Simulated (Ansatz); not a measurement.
**MnS: couplings from the ferromagnetic state against total energies — Ansatz, plane waves and PAW**

Space group Fm-3m (No. 225), 2 atoms in the cell of the first input below: a = 3.694 Å, b = 3.694 Å, c = 3.694 Å, α = 60.00°, β = 60.00°, γ = 60.00°.

The structure is a measured one, not always of the ambient phase, taken without relaxation (pressure -2.9 GPa with this functional, without spin–orbit coupling). Functional: PBE.

The couplings come from the ferromagnetic state by the force theorem with constrained moments:

```yaml
crystal:
  lattice:
    - [0.0, 2.6122498864, 2.6122498864]
    - [2.6122498864, 0.0, 2.6122498864]
    - [2.6122498864, 2.6122498864, 0.0]
  atoms:
    - { symbol: Mn, position: [0.0, 0.0, 0.0], spin: 4.68 }
    - { symbol: S, position: [0.5, 0.5, 0.5] }
basis:
  ecutwfc: 420
  ecutrho_ratio: 4
kpoints:
  mp_grid: { grid: [10, 10, 10] }
  band_path:
    path:
      - [[0.0, 0.0, 0.0], [0.5, 0.0, 0.5], [0.625, 0.25, 0.625]]
      - [[0.375, 0.375, 0.75], [0.0, 0.0, 0.0], [0.5, 0.5, 0.5], [0.5, 0.25, 0.75], [0.5, 0.0, 0.5]]
    npoints: 6
hamiltonian:
  xc: pbe
scf:
  occupations: { method: gaussian, width: 0.05 }
  lower_state_search: "off"
output:
  forces: true
  stress: true
  eigenvalues: true
  populations: true
  eigenstates:
    nscf_kmesh: { grid: [10, 10, 10] }
    top_band: c26
    exchange_couplings: { magnetic: [{ site: 0 }] }
    magnetocrystalline_anisotropy: {}
magnetization:
  spin_polarized: true
checkpoint:
  read: start.run
  write: ck
  compress: false
  write_wavefunctions: false
  write_every: 100000
```

```bash
ansatz run input.yaml --threads 4 --pin off --max-ram 9216MiB --backend cpu --events-out ev --progress --plain --runs-dir out
```

start.run is the saved state of an earlier run of the same cell.

Time: 46 s on 4 threads of Arm Neoverse V1, with other jobs on the host, peak memory 0.97 GiB.

Couplings between Mn atoms, for E = −Σ(i≠j) J_ij e_i·e_j with unit vectors (each pair counted twice):

| distance (Å) | neighbours | J (meV) |
| --- | --- | --- |
| 3.694 | 12 | -0.552 |
| 5.224 | 6 | -7.903 |
| 6.399 | 24 | -0.143 |
| 7.389 | 12 | 0.331 |
| 8.261 | 24 | -0.270 |
| 9.049 | 8 | 0.165 |
| 9.774 | 48 | -0.004 |
| 10.449 | 6 | -0.658 |
| 11.083 | 24 | 0.001 |
| 11.083 | 12 | -0.011 |

28 shells out to 18.1 Å enter the sums below; those further out add 0.90 meV to J(0).

The program gives no ordering temperature for this run: by its own couplings the state isn't the lowest.

At rigid moments, leaving out the upper third of the empty bands moves a coupling by up to 3 % of the largest.

Question: What energy per Mn above the ferromagnet does the model give for the order with wave vector q = (0.000, 0.000, 0.500) in units of the reciprocal cell vectors?

Answer: E(q) − E(0) = Σ J_ij (1 − cos q·R_ij). The shells that add most, as J × Σ(1 − cos): -0.552 × 12.00 at 3.69 Å, -7.903 × 12.00 at 5.22 Å, -0.143 × 24.00 at 6.40 Å, -0.270 × 24.00 at 8.26 Å, 0.165 × 16.00 at 9.05 Å, -0.078 × 48.00 at 11.68 Å, and 0.35 meV from the 22 other shells kept; in all -112.13 meV.

Each order was then solved self-consistently. The input for the first:

```yaml
crystal:
  lattice:
    - [0.0, 2.6122498864, 2.6122498864]
    - [2.6122498864, 0.0, 2.6122498864]
    - [5.2244997728, 5.2244997728, 0.0]
  atoms:
    - { symbol: Mn, position: [0.0, 0.0, 0.0], spin: 5.0 }
    - { symbol: S, position: [0.5, 0.5, 0.25] }
    - { symbol: Mn, position: [0.0, 0.0, 0.5], spin: -5.0 }
    - { symbol: S, position: [0.5, 0.5, 0.75] }
basis:
  ecutwfc: 420
  ecutrho_ratio: 4
kpoints:
  mp_grid: { grid: [12, 12, 6] }
hamiltonian:
  xc: pbe
scf:
  occupations: { method: gaussian, width: 0.05 }
output:
  forces: true
  stress: true
  eigenvalues: true
  populations: true
  write_density: true
  write_potential: true
  elf: true
  volumetric_format: npy
magnetization:
  spin_polarized: true
```

```bash
ansatz run input.yaml --threads 4 --pin off --max-ram 9216MiB --backend cpu --events-out ev --progress --plain --runs-dir out
```

Time: 7.5 s on 4 threads of Arm Neoverse V1, on a shared host, peak memory 0.61 GiB.

Total energies count from the ferromagnet on the 12×12×12 mesh, or from a ferromagnetic run in the same doubled cell where its mesh isn't the equal of that (spin moment 4.25 μB).

| order | q | model (meV) | total energies (meV) | largest spin moment (μB) | gap on the mesh (eV) |
| --- | --- | --- | --- | --- | --- |
| collinear order in a doubled cell | 0.000 0.000 0.500 | -112.13 | -140.78 | 4.17 | 0.90 |
| collinear order in a doubled cell | 0.000 0.500 0.500 | -26.20 | -36.74 | 4.23 | 0.00 |

The model has the sign of the total energies in all 2 rows, and meets their size within a third for 2; the largest miss is 28.66 meV. The ferromagnet's own energy moves by 4.3 meV between the 12×12×12 and 10×10×10 meshes, so misses and differences under that size show the mesh as much as the model. The lowest state tried has q = (0.000, 0.000, 0.500), 140.78 meV under the ferromagnet. The couplings are derived for small turns about the ferromagnet. By its own couplings the ferromagnet isn't the lowest state: J(q) is largest at q = (0.000, 0.000, -0.500).

Caveats: couplings not converged in the mesh; no spin–orbit coupling; the ferromagnetic state is metallic at this level, and the convergence of the total energies in the k-mesh was not tested; the order found in nature may be another, or none; without a Hubbard U the functional can make an insulator metallic, should this be one.

The antiferromagnetism of MnS is governed by the coupling at 5.224 Å, which links Mn atoms through a sulfur in a straight line. With half-filled d shells, superexchange through the S p orbitals is strongest along this σ path and favours antiparallel spins. The nearest-neighbour coupling, where bonds meet at right angles at sulfur, is far weaker. The order at q = (0.000, 0.000, 0.500) reverses every straight-line pair and so gains most. The order at q = (0.000, 0.500, 0.500) leaves those pairs parallel and gains only from the weaker shells. This preference agrees with the type-II order known for rock-salt MnS.

The model understates both energy gains, probably because full spin reversal changes the d–p hybridisation that the ferromagnetic couplings hold fixed. The gap of 0.90 eV is well below that known for MnS, as expected of a semilocal functional that places filled and empty d states too close together; this suggests that the superexchange is overestimated too. Isotropic pair couplings can't separate the collinear order from multi-q combinations of its equivalent wave vectors.
